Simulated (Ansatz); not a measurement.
## A series in volume scale on CuPd

All results are calculated (Ansatz 0.2.0). Periodic Kohn-Sham DFT of a crystal at fixed atoms, scaled to volume_scale times the given cell; pressure positive in compression, energy less spherical unpolarised free atoms, largest_vzz the field gradient of largest size among the nuclei.

The cell before it is scaled or strained (space group Pm-3m, No. 221):
```
CuPd
1.0
      2.9880     0.0000     0.0000
      0.0000     2.9880     0.0000
      0.0000     0.0000     2.9880
Cu Pd
1 1
Direct
  0.00000 0.00000 0.00000
  0.50000 0.50000 0.50000
```

Settings of every row: method all-electron LAPW; functional PBEsol; relativity scalar; k mesh 14x14x14; filling fermi-dirac; smearing width 0.05 eV; basis error target 0.25 meV/atom; nucleus gaussian.

Atom start moment: 0 on all atoms.

| row | volume scale | V (Å³/atom) | energy less free atoms (eV/atom) | pressure (GPa) |
| --- | --- | --- | --- | --- |
| 1 | 0.94 | 12.538 | -4.4945 | 7.128 |
| 2 | 0.96 | 12.805 | -4.5026 | 2.704 |
| 3 | 0.98 | 13.072 | -4.5038 | -1.184 |
| 4 | 0.99 | 13.205 | -4.5021 | -2.947 |
| 5 | 1 | 13.339 | -4.4989 | -4.601 |
| 6 | 1.01 | 13.472 | -4.4944 | -6.152 |
| 7 | 1.02 | 13.605 | -4.4887 | -7.606 |
| 8 | 1.04 | 13.872 | ? | ? |
| 9 | 1.06 | 14.139 | -4.4548 | -12.569 |

Question: what energy less free atoms and pressure should row 8 give?

Worked fit of energy less free atoms. Take u = (V_r/V)^(2/3) − 1 with V_r = 13.272 Å³ an atom, which is twice the finite (Eulerian) strain; such expansions in the strain, on which the Birch-Murnaghan equation of state is built, carry the rest volume and the bulk modulus. The shown rows have u = 0.03866, 0.02417, 0.01017, 0.00338, -0.00335, -0.00992, -0.01638, -0.04131. Least squares give energy less free atoms = −4.50066 − 0.4722 × u + 15.905 × u² + 11.2 × u³ eV/atom; a parabola predicts inner rows, each left out in turn, worse (root mean square 0.00018 against 2.5e-05 eV/atom). All shown rows lie on it to the printed digit. Its lowest point lies at u = 0.0146, or V = 12.99 Å³ an atom, and the curvature there gives the bulk modulus at fixed shape and fractions, B = (4/9)(1 + u)² E″(u)/V = 185 GPa. The withheld row has u = -0.02905, so the fit gives −4.50066 − 0.4722 × (-0.02905) + 15.905 × (-0.02905)² + 11.2 × (-0.02905)³ = -4.4738 eV/atom.

The calculation gave -4.4738 eV/atom. The fit meets it to the printed digit.

Worked fit of pressure. Take u = (V_r/V)^(2/3) − 1 with V_r = 13.272 Å³ an atom, which is twice the finite (Eulerian) strain; such expansions in the strain, on which the Birch-Murnaghan equation of state is built, carry the rest volume and the bulk modulus. The shown rows have u = 0.03866, 0.02417, 0.01017, 0.00338, -0.00335, -0.00992, -0.01638, -0.04131. Least squares give pressure = −3.7885 + 246.915 × u + 875.53 × u² + 1064 × u³ GPa; a parabola predicts inner rows, each left out in turn, worse (root mean square 0.017 against 0.0044 GPa). The rows lie off it by 0.001, -0.002, 0.002, -0.003, 0.005, 0.001, -0.003, 0.000 (root mean square 0.0026 GPa). The pressure vanishes at u = 0.0146, or V = 12.99 Å³ an atom, and there the bulk modulus at fixed shape and fractions is B = −V dP/dV = (2/3)(1 + u) dP/du = 185 GPa. The withheld row has u = -0.02905, so the fit gives −3.7885 + 246.915 × (-0.02905) + 875.53 × (-0.02905)² + 1064 × (-0.02905)³ = -10.249 GPa.

The calculation gave -10.249 GPa. The fit meets it to the printed digit.
